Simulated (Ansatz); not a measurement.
C: RPA energy and total energy with exact exchange against volume scale

All results are calculated (Ansatz 0.2.0-dev trial). RPA total energy (exact exchange plus RPA correlation) on Kohn-Sham orbitals over scaled volumes of the cell given; energies count from the value at scale 1 or the largest scale.

The cell before it is scaled or strained (space group Fd-3m, No. 227):
```
cell vectors (Å)
   0.0000     1.7835     1.7835
   1.7835     0.0000     1.7835
   1.7835     1.7835     0.0000
atoms (fractions of the cell vectors)
C   0.00000  0.00000  0.00000
C   0.25000  0.25000  0.25000
```

Settings of every row: orbitals functional PBE; datasets soft_paw first; wave cutoff 800 eV; k mesh 4x4x4; correlated electrons 8; response cutoff 280 eV; long wavelength term neglected.

Limits: coarse mesh, values belong to these settings and can lie far from the converged crystal; soft datasets can hold too little correlation; the count of empty bands follows the volume.

```csv
row,volume scale,V (Å³/atom),"RPA energy (eV, a cell)","total energy with exact exchange (eV, a cell)","energy of the functional (eV, a cell)"
1,0.92,5.219,0.1262,0.0621,0.1299
2,0.96,5.446,0.0318,-0.0011,0.0347
3,1,5.673,0,0,0
4,1.04,5.9,?,?,?
5,1.08,6.127,0.0793,0.1547,0.073
```

Question: what RPA energy and total energy with exact exchange should row 4 give?

Worked fit of RPA energy. Take u = (V_r/V)^(2/3) − 1 with V_r = 5.5595 Å³ an atom, which is twice the finite (Eulerian) strain; such expansions in the strain, on which the Birch-Murnaghan equation of state is built, carry the rest volume and the bulk modulus. The shown rows have u = 0.04304, 0.01385, -0.01338, -0.06274. Least squares give RPA energy = 0.0089 + 1.1592 × u + 36.367 × u² eV; a straight line predicts inner rows, each left out in turn, worse (root mean square 0.064 against 0.00026 eV). The rows lie off it by 0.0000, -0.0001, 0.0001, 0.0000. The withheld row has u = -0.03885, so the fit gives 0.0089 + 1.1592 × (-0.03885) + 36.367 × (-0.03885)² = 0.0188 eV.

The calculation gave 0.0177 eV. The fit lies 0.0011 eV (6.2 % of the value, 0.87 % of the column's range) above it; its largest miss of a shown row is 0.0001 eV.

Worked fit of total energy with exact exchange. Take u = (V_r/V)^(2/3) − 1 with V_r = 5.5595 Å³ an atom, which is twice the finite (Eulerian) strain; such expansions in the strain, on which the Birch-Murnaghan equation of state is built, carry the rest volume and the bulk modulus. The shown rows have u = 0.04304, 0.01385, -0.01338, -0.06274. Least squares give total energy with exact exchange = −0.00797 − 0.0869 × u + 39.926 × u² eV; a straight line predicts inner rows, each left out in turn, worse (root mean square 0.07 against 0.00085 eV). The rows lie off it by -0.0002, 0.0004, -0.0003, 0.0001. The withheld row has u = -0.03885, so the fit gives −0.00797 − 0.0869 × (-0.03885) + 39.926 × (-0.03885)² = 0.0557 eV.

The calculation gave 0.055 eV. The fit lies 0.0007 eV (1.3 % of the value, 0.45 % of the column's range) above it; its largest miss of a shown row is 0.0004 eV.

The other values of row 4: energy of the functional 0.0157 eV.
